Dear colleague,

The tail of your output pulse, and the dead time that goes with it, come from the inertia of the condensate. Once the photon-induced hotspot has healed, the wire is an almost lossless inductor that must be recharged through the load. I derive the inductance from the normal-state sheet resistance and the gap, then the current recovery and its scaling with geometry, and last the limits and the numbers for your 4 nm NbN meander.

## Premises and conventions

The electron charge is $-e$ with $e>0$. Energies $\xi$ are counted from the chemical potential, $f(E)=1/(e^{E/k_BT}+1)$, and $\Omega$ is the sample volume. The film has thickness $d$, normal conductivity $\sigma_n$ and sheet resistance $R_\square=1/(\sigma_n d)$.

1. The normal film has exact one-electron eigenstates $|n\rangle$ in a static, non-magnetic disorder potential. Time-reversal symmetry lets us choose them real.
2. Pairing is BCS mean field between time-reversed partners with one uniform real gap $\Delta$ (Anderson, 1959). The phase is held rigid while the response is computed.
3. The normal conductivity has the Drude form $\mathrm{Re}\,\sigma(\omega)=\sigma_n\gamma^2/(\gamma^2+\hbar^2\omega^2)$, with $\gamma=\hbar/\tau$ and $\sigma_n=ne^2\tau/m$, and the matrix elements behind it depend on energy differences only.
4. The response is local and the current density is uniform over the cross-section $wd$.
5. After healing, the wire is a lumped element in parallel with a resistive load $R_L$, fed by an ideal current source $I_b$.

## The superfluid kernel

Apply a uniform static vector potential $\mathcal A$ along the wire. With the phase rigid, $\mathcal A$ stands for the gauge-invariant $(\hbar/2e)Q$, where $Q=\nabla\varphi+2e\mathcal A/\hbar$. The free energy is $F=F_0+\tfrac12K\Omega\mathcal A^2$, so that $j=-\Omega^{-1}\partial F/\partial\mathcal A=-K\mathcal A$. We need $K$.

The substitution $p\to p+e\mathcal A$ adds $e\mathcal A\hat V+Ne^2\mathcal A^2/2m$ to the Hamiltonian, with $N$ the electron number and $\hat V=\sum_{nm\sigma}v_{nm}c^\dagger_{n\sigma}c_{m\sigma}$. The second term gives the diamagnetic part $K_d=ne^2/m$. For real wave functions the velocity matrix is imaginary and antisymmetric, so $v_{mn}=-v_{nm}$ and $v_{nn}=0$. Introduce $\Psi_n=(c_{n\uparrow},c^\dagger_{n\downarrow})^T$. The mean-field Hamiltonian is $\sum_n\Psi^\dagger_nH_n\Psi_n$ plus a constant, with $H_n=\xi_n\tau_3+\Delta\tau_1$, Pauli matrices $\tau_i$, and eigenvalues $\pm E_n=\pm\sqrt{\xi_n^2+\Delta^2}$. In the spin-down part of $\hat V$, anticommuting the operators gives one minus sign and relabelling $n\leftrightarrow m$ gives another, so
$$\hat V=\sum_{nm}v_{nm}\Psi^\dagger_n\Psi_m .$$
The current vertex is the unit matrix.

For independent fermions with levels $\epsilon_a$ and a perturbation $U$ without diagonal elements, the second-order shift of the thermodynamic potential is $\tfrac12\sum_{ab}|U_{ab}|^2[f(\epsilon_a)-f(\epsilon_b)]/(\epsilon_a-\epsilon_b)$. With the fermionic Matsubara energies $\varepsilon=(2k+1)\pi k_BT$ one has
$$k_BT\sum_\varepsilon\frac{1}{(i\varepsilon-\epsilon_a)(i\varepsilon-\epsilon_b)}=\frac{f(\epsilon_a)-f(\epsilon_b)}{\epsilon_a-\epsilon_b},$$
and the sum over the two branches of $H_n$ and $H_m$ with their overlaps becomes a trace of $G_n=(i\varepsilon-H_n)^{-1}=-(i\varepsilon+H_n)/(\varepsilon^2+E_n^2)$. The paramagnetic part is therefore
$$K_p=\frac{e^2}{\Omega}\sum_{nm}|v_{nm}|^2\,k_BT\sum_\varepsilon\frac{2(\Delta^2-\varepsilon^2+\xi_n\xi_m)}{(W^2+\xi_n^2)(W^2+\xi_m^2)},\qquad W=\sqrt{\varepsilon^2+\Delta^2}.\tag{1}$$
A change of $|\Delta|$ starts at order $\mathcal A^2$, and since $F$ is stationary in $\Delta$ it enters $F$ only at order $\mathcal A^4$.

The matrix elements are fixed by the normal state. The golden rule, with a factor 2 for spin, gives
$$\mathrm{Re}\,\sigma(\omega)=\frac{2\pi e^2}{\omega\Omega}\sum_{nm}|v_{nm}|^2(f_n-f_m)\,\delta(\xi_m-\xi_n-\hbar\omega).\tag{2}$$
Because $\int d\xi\,[f(\xi)-f(\xi+\hbar\omega)]=\hbar\omega$, premise 3 is equivalent to the replacement
$$\frac{e^2}{\Omega}\sum_{nm}|v_{nm}|^2\to\frac{\sigma_n}{2\pi\hbar}\iint d\xi\,d\xi'\,\frac{\gamma^2}{\gamma^2+(\xi-\xi')^2}.\tag{3}$$
At $\Delta=0$ the particle and hole branches contribute equally and (1) becomes $K_p^N=(2e^2/\Omega)\sum|v_{nm}|^2(f_n-f_m)/(\xi_n-\xi_m)$. Integrating (2) over all $\omega$ shows that this equals $-\pi^{-1}\int\mathrm{Re}\,\sigma\,d\omega=-\sigma_n/\tau=-ne^2/m$. The normal metal thus has $K_d+K_p^N=0$, and
$$K=K_p-K_p^N .$$
In each term separately the Matsubara sum and the energy integrals do not commute, since the summand falls only as the inverse square of the energy. The difference carries a further factor of order $\Delta^2/(\varepsilon^2+\xi^2)$ and converges absolutely, so the integrals over $\xi$ and $\xi'$ may be done first.

The function $1/(\xi'-iW)$ is analytic in the lower half-plane, and closing the contour there gives
$$\int d\xi'\frac{\gamma^2}{\gamma^2+(\xi-\xi')^2}\,\frac{1}{\xi'-iW}=\frac{\pi\gamma}{\xi-iV},\qquad V=W+\gamma .$$
The real part turns $\xi'/(W^2+\xi'^2)$ into $\pi\gamma\xi/(V^2+\xi^2)$. The imaginary part turns $1/(W^2+\xi'^2)$ into $(\pi\gamma V/W)/(V^2+\xi^2)$. The remaining integrals are
$$\int\frac{d\xi}{(W^2+\xi^2)(V^2+\xi^2)}=\frac{\pi}{WV(W+V)},\qquad\int\frac{\xi^2\,d\xi}{(W^2+\xi^2)(V^2+\xi^2)}=\frac{\pi}{W+V}.$$
At fixed $\varepsilon$ the double integral of the summand in (1) is then
$$\frac{2\pi^2\gamma}{2W+\gamma}\left[\frac{\Delta^2-\varepsilon^2}{W^2}+1\right]=\frac{4\pi^2\gamma\Delta^2}{W^2(2W+\gamma)},$$
which vanishes at $\Delta=0$, so in this order of operations the subtracted term contributes nothing. With the prefactor of (3),
$$K=\frac{2\pi\sigma_n}{\hbar}\,k_BT\sum_\varepsilon\frac{\Delta^2}{W^2}\,\frac{\gamma}{\gamma+2W}.\tag{4}$$
As a test, let $\gamma\to0$ at $T=0$, where $k_BT\sum_\varepsilon\to\int d\varepsilon/2\pi$. Then $\sigma_n\gamma/\hbar=ne^2/m$ and $\tfrac12\int\Delta^2W^{-3}d\varepsilon=1$, so every electron is superfluid, as it must be in a clean parabolic band.

In the dirty limit $\gamma\gg\Delta,k_BT$ the last factor of (4) is unity. The two-pole identity with $\epsilon_a=\Delta$, $\epsilon_b=-\Delta$ gives $k_BT\sum_\varepsilon(\varepsilon^2+\Delta^2)^{-1}=\tanh(\Delta/2k_BT)/2\Delta$, and
$$K=\frac{\pi\sigma_n\Delta}{\hbar}\tanh\frac{\Delta}{2k_BT}.\tag{5}$$
Since the inductive conductivity is $\sigma_2=K/\omega$, this is the limit $\hbar\omega\ll\Delta$ of the theory of Mattis and Bardeen (1958). The finite-$\gamma$ correction at $T=0$ follows from (4) with $\varepsilon=\Delta\sinh\vartheta$ and $a=\gamma/2\Delta>1$:
$$1-\frac{K}{K_{\rm dirty}}=\frac1\pi\int_{-\infty}^{\infty}\frac{d\vartheta}{a+\cosh\vartheta}=\frac{2\,\mathrm{arcosh}\,a}{\pi\sqrt{a^2-1}}.\tag{6}$$

## From kernel to inductance

With $\mathcal E=-\partial\mathcal A/\partial t$, the relation $j=-K\mathcal A$ becomes $\mathcal E=K^{-1}\partial j/\partial t$. A wire of length $l$ carrying $I=jwd$ drops the voltage $\mathcal El=(l/Kwd)\,dI/dt$. Hence
$$L=L_\square\frac{l}{w},\qquad L_\square=\frac{1}{Kd}=\frac{\hbar R_\square}{\pi\Delta\tanh(\Delta/2k_BT)}.\tag{7}$$
The thickness has dropped out in favour of $R_\square$, which must be the low-temperature normal value, read above the fluctuation-rounded transition and not at room temperature. With the weak-coupling gap $\Delta_0=\pi e^{-\gamma_E}k_BT_c=1.764\,k_BT_c$ ($\gamma_E$ is Euler's constant), the low-temperature form is $L_\square=1.38\ \text{pH}\times(R_\square/\Omega)/(T_c/\text{K})$, where $\Omega$ here means ohm.

The count of squares needs no separate theory of corners. When the self-field is negligible, the sheet supercurrent is $-L_\square^{-1}(\hbar/2e)\nabla\varphi$, divergence-free and tangent to the edges. The normal sheet current is $-R_\square^{-1}\nabla\phi$ under the same conditions on the potential $\phi$. Both are the same Laplace problem, so $L/L_\square=R_N/R_\square$ for any pattern, with $R_N$ the normal resistance of the whole device.

For a meander filling an area $A$ with pitch $p$ and fill factor $\mathsf f=w/p$, the metal covers $lw=\mathsf fA$, so the number of squares, turns aside, is
$$\frac{l}{w}=\frac{A\mathsf f}{w^2}=\frac{A}{wp}.\tag{8}$$

## The recovery

Let $I(t)$ be the wire current and $R_h(t)$ the hotspot resistance. The load carries $I_b-I$, and the two branches share one voltage:
$$L\frac{dI}{dt}+R_hI=R_L(I_b-I).\tag{9}$$
While a constant $R_h$ persists, $I$ relaxes towards $I_bR_L/(R_L+R_h)$ with the time constant $L/(R_L+R_h)$, which is short because $R_h\gg R_L$. Joule heating collapses as the current falls, and the hotspot heals at some current $I_0$. Put $t=0$ there. With $R_h=0$, equation (9) is linear with constant coefficients and
$$I(t)=I_b-(I_b-I_0)\,e^{-t/\tau_0},\qquad\tau_0=\frac{L}{R_L}.\tag{10}$$
For $I_0=0$ this is $I_b(1-e^{-tR_L/L})$. The voltage on the load, $R_L(I_b-I_0)e^{-t/\tau_0}$, is the falling edge of your pulse, so $\tau_0$ can be read from the oscilloscope.

Detection efficiency is a function of the current, and it follows $I(t)$ once the film has cooled. Define the reset time $t_x$ by $I(t_x)=xI_b$. Equations (7), (8) and (10) give
$$t_x=\frac{\hbar}{\pi\Delta\tanh(\Delta/2k_BT)}\;\frac{R_\square}{R_L}\;\frac{A\mathsf f}{w^2}\;\ln\frac{1-I_0/I_b}{1-x}.\tag{11}$$
The identification of $L/R_L$ as the limit on reset is due to Kerman and co-workers (2006). The choice of $x$ is a convention. I take $x=0.9$, for which the logarithm at $I_0=0$ is $\ln10=2.30$. If your efficiency saturates at a current below the bias, the ratio of the two is the natural $x$. On the steep flank of the efficiency curve $x$ must be closer to one. For a given film, load and $x$, the reset time scales as $A\mathsf f/w^2$. Halving the width quadruples it at fixed fill factor and doubles it at fixed pitch. In terms of what you can probe on the wafer, $\tau_0=\hbar R_N/(\pi\Delta R_L)$ at low temperature.

## The bias-current correction

Equation (5) is linear response, while a detector runs at a sizeable fraction of the depairing current $I_{\rm dep}$. To size the effect I add one premise, the uniform Usadel equation (1970) for a dirty wire, in which the superflow breaks pairs with the energy $\Gamma=\hbar DQ^2/2$, $D$ being the diffusion constant:
$$\Delta\cos\theta-\varepsilon\sin\theta-\Gamma\sin\theta\cos\theta=0,\qquad K=\frac{2\pi\sigma_n}{\hbar}k_BT\sum_\varepsilon\sin^2\theta .$$
Here $K$ is the ratio of $|j|$ to $(\hbar/2e)|Q|$. At $\Gamma=0$, $\sin^2\theta=\Delta^2/W^2$ and (5) returns. Take $T=0$, $u=\cot\theta$ and $\zeta=\Gamma/\Delta<1$. Then $\varepsilon/\Delta=u-\zeta u(1+u^2)^{-1/2}$ for $\varepsilon>0$, a monotonic map with $d\varepsilon=\Delta[1-\zeta(1+u^2)^{-3/2}]\,du$. Using $\int_0^\infty(1+u^2)^{-1}du=\pi/2$ and $\int_0^\infty(1+u^2)^{-5/2}du=2/3$,
$$K=\frac{\pi\sigma_n\Delta}{\hbar}\left(1-\frac{4\zeta}{3\pi}\right).$$
The weak-coupling gap equation with coupling $\lambda_c$ and cutoff $\varepsilon_c\gg\Delta$ reads $\Delta/\lambda_c=\int_0^{\varepsilon_c}\sin\theta\,d\varepsilon$. With $\int_0^\infty(1+u^2)^{-2}du=\pi/4$ it gives $1/\lambda_c=\ln(2\varepsilon_c/\Delta)-\pi\zeta/4$, and comparison with $\zeta=0$ yields $\Delta=\Delta_0e^{-\pi\zeta/4}$.

Define the reduced momentum $P=\sqrt{\Gamma/\Delta_0}\propto Q$ and the reduced current $J=PK/K_0$, with $K_0=\pi\sigma_n\Delta_0/\hbar$:
$$P=\sqrt\zeta\,e^{-\pi\zeta/8},\qquad J=\sqrt\zeta\,e^{-3\pi\zeta/8}\left(1-\frac{4\zeta}{3\pi}\right).$$
The voltage is $l(\hbar/2e)\,dQ/dt$ in magnitude. If the gap follows the current adiabatically, the inductance in (9) is the differential one, and dividing $dP/d\zeta$ by $dJ/d\zeta$ gives
$$\frac{L(I)}{L(0)}=\frac{dP}{dJ}=\frac{e^{\pi\zeta/4}(1-\pi\zeta/4)}{1-s\zeta+\zeta^2},\qquad s=\frac{3\pi}{4}+\frac4\pi=3.629 .\tag{12}$$
The denominator vanishes at $\zeta_d=0.300$, where $J$ reaches its maximum $J_d=0.336$, which defines $I_{\rm dep}$. With $i=I/I_{\rm dep}=J/J_d$ and $\zeta\simeq J^2$ at small current, $L(I)/L(0)\simeq1+sJ_d^2i^2=1+0.409\,i^2$. Separating variables in (9) at $R_h=0$, $I_0=0$,
$$\frac{t_x}{\tau_0}=\int_0^{xi_b}\frac{L(i)}{L(0)}\,\frac{di}{i_b-i},\tag{13}$$
with $\tau_0=L(0)/R_L$. This replaces the logarithm in (11) by a larger pure number that depends on $x$ and $i_b$ only, so the geometric scaling survives at fixed $i_b$.

## Range of validity

**Dirty and local.** Equation (7) needs $\gamma\gg\Delta$, with the correction (6), and a mean free path $\ell$ short against $d$ and $w$.

**Not too dirty.** Premises 1 to 3 assume $k_F\ell\gg1$. Near localisation the gap and stiffness become inhomogeneous. One consequence has a definite sign. The phase then readjusts locally to the applied $\mathcal A$, which can only lower $F$ at order $\mathcal A^2$, so $K$ falls below the rigid-phase value and $L_\square$ rises above (7). Thermal phase fluctuations are small when $k_BT$ is far below the stiffness energy $(\hbar/2e)^2/L_\square$, which excludes the neighbourhood of $T_c$.

**Uniform current.** This needs $d\ll\lambda$ with $\lambda^2=L_\square d/\mu_0$, and $w\ll\Lambda=2\lambda^2/d=2L_\square/\mu_0$, the Pearl length.

**Slow drive.** The static kernel applies when $\hbar/\tau_0\ll\Delta$, and at low temperature $\hbar/(\Delta\tau_0)=\pi R_L/R_N$. Thermal quasiparticles shunt $L$ by $R_N\sigma_n/\sigma_1$, with $\sigma_1$ the dissipative conductivity, which matters only if this approaches $R_L$.

**Lumped circuit.** A capacitance $C$ across the load adds $C\,d\mathcal V/dt$ to the load current, with $\mathcal V=L\,dI/dt$. The decay rates $\kappa$ obey $LC\kappa^2-(L/R_L)\kappa+1=0$, whose slow root is $(R_L/L)(1+R_L^2C/L)$ to first order in $C$. Internal modes of the meander must be fast against $\tau_0$.

**Thermal separation.** Healing and cooling must be fast against $\tau_0$. Electron and phonon relaxation in thin NbN typically takes tens of picoseconds, which also justifies the adiabatic gap in (12). Shortening $\tau_0$ by raising $R_L$ or cutting $L$ eventually fails, because the current returns before the hotspot has cooled and the wire latches in a self-heated resistive state. Equation (11) says nothing about that boundary.

**Isolated pulses.** With a capacitively coupled readout no direct current reaches the load, so the mean wire current is $I_b$. For well-separated pulses at rate $r$ with $I_0=0$, each removes the charge $I_\infty\tau_0$, and the wire recovers towards $I_\infty=I_b/(1-r\tau_0)$.

## Numbers for the meander

As given inputs I take values typical of 4 nm NbN, $R_\square\approx500$ ohm and $T_c\approx10$ K, with the weak-coupling gap, $T=2$ K and $R_L=50$ ohm. I assume a pitch of 200 nm for the 100 nm wire, so $\mathsf f=0.5$.

The gap is $\Delta_0=1.520$ meV, $\Delta_0/k_BT=8.82$ and $\tanh(\Delta_0/2k_BT)=0.9997$. The gap equation $\ln(\Delta_0/\Delta)=2\int_0^\infty f(E)\,d\xi/E$ and the hyperbolic tangent together raise $L_\square$ by 0.04 per cent at 2 K, so the zero-temperature value serves. At 4.2 K the gap is $0.981\Delta_0$ and $L_\square$ is 5 per cent higher. The area of 10 µm by 10 µm holds 50 lines, $l=500$ µm, 5000 squares and $R_N=2.5$ megohm.

| quantity | model value |
|---|---|
| $L_\square$ | 68.9 pH |
| $L$ | 345 nH |
| $\tau_0$ | 6.89 ns |
| $t_{0.9}$ from (11), $I_0=0$ | 15.9 ns |
| $t_{0.9}$ from (13), $i_b=0.6$ | 17 ns |

The last row assumes a bias of $0.6\,I_{\rm dep}$. At the end point $i=0.54$ one finds $\zeta=0.037$ and $L/L(0)=1.15$. The integral (13) is 2.48 in place of 2.30, a lengthening by 8 per cent.

Two other uncertainties are of the same size. If the hotspot heals at an assumed $I_0=0.2I_b$, the logarithm is $\ln8$ and (11) gives 14.3 ns, shorter by 10 per cent. A typical $R_h\approx1000$ ohm sets a floor of $0.048\,I_b$ and a collapse time of 0.33 ns. NbN typically has a gap ratio nearer 2.0 than 1.764, which would give $L_\square=60.8$ pH, lower by 12 per cent. The third figures in the table therefore belong to the arithmetic of (7) and (11), and the model's reset time is good to two figures at best.

For the dirty-limit test I use the rock-salt lattice constant 4.391 Å (compiled value, Wright 2023), four formula units per cell, two conduction electrons per unit from valence counting, and the free mass, as a rough free-electron picture. Then $n=0.0945$ Å$^{-3}$ and $k_F=1.41$ Å$^{-1}$. The resistivity $R_\square d=200$ µohm cm gives $\tau=0.19$ fs, $\gamma=3.5$ eV, $\ell=3.1$ Å and $k_F\ell=4.3$. Thus $a=1.2\times10^3$ and (6) is 0.4 per cent. The film is safely dirty, but $\ell$ is shorter than the cell edge and $k_F\ell$ is only a few, so the weak point is the condition $k_F\ell\gg1$. The stiffness energy, 9.8 meV, is far above $k_BT=0.17$ meV.

The remaining conditions hold with room to spare. The lengths are $\lambda=468$ nm and $\Lambda=110$ µm. The drive has $\hbar/(\Delta\tau_0)=6.3\times10^{-5}$, and even $\sigma_1=\sigma_n$ would change the load by only $R_L/R_N=2\times10^{-5}$. A thin strip of length $l_1$ has the magnetic self-inductance $(\mu_0l_1/2\pi)[\ln(2l_1/w)+\tfrac12]$, from the mutual inductance $(\mu_0l_1/2\pi)[\ln(2l_1/\rho)-1]$ of parallel filaments at distance $\rho$ averaged over the width. That is 11.6 pH per line and 0.58 nH for 50 lines, or 0.2 per cent of $L$, and the antiparallel neighbours reduce it. Each of the 49 turns adds fewer than three squares (one link and two corners, each corner counting less than a full square), at most 147 squares or 3 per cent. An assumed stray capacitance of 0.1 pF gives $R_L^2C/L=7\times10^{-4}$. The self-capacitance of the meander is of order $\epsilon_0\bar\epsilon\sqrt A=0.53$ fF for an approximate mean permittivity $\bar\epsilon\approx6$ of substrate and vacuum, so $\sqrt{LC}\approx14$ ps. At a count rate of 10 MHz, capacitive coupling raises the recovered current by 7 per cent.

The model thus gives a time constant near 7 ns and a 90 per cent current reset of about 16 to 17 ns when the current starts from zero. These numbers rest on the assumed $R_\square$, $T_c$, gap ratio, pitch and bias, and they are the model's, not your film's. As typical knowledge, and not as a measurement, NbN nanowires of this thickness show roughly 80 to 100 pH per square, so the model runs short in $L_\square$, $\tau_0$ and $t_x$ by up to about a third, and somewhat more with the larger gap ratio. The direction is the one expected from phase readjustment at small $k_F\ell$. The scaling with $A\mathsf f/w^2$ does not depend on this, since (8), (10) and (13) hold for whatever $L_\square$ your film has.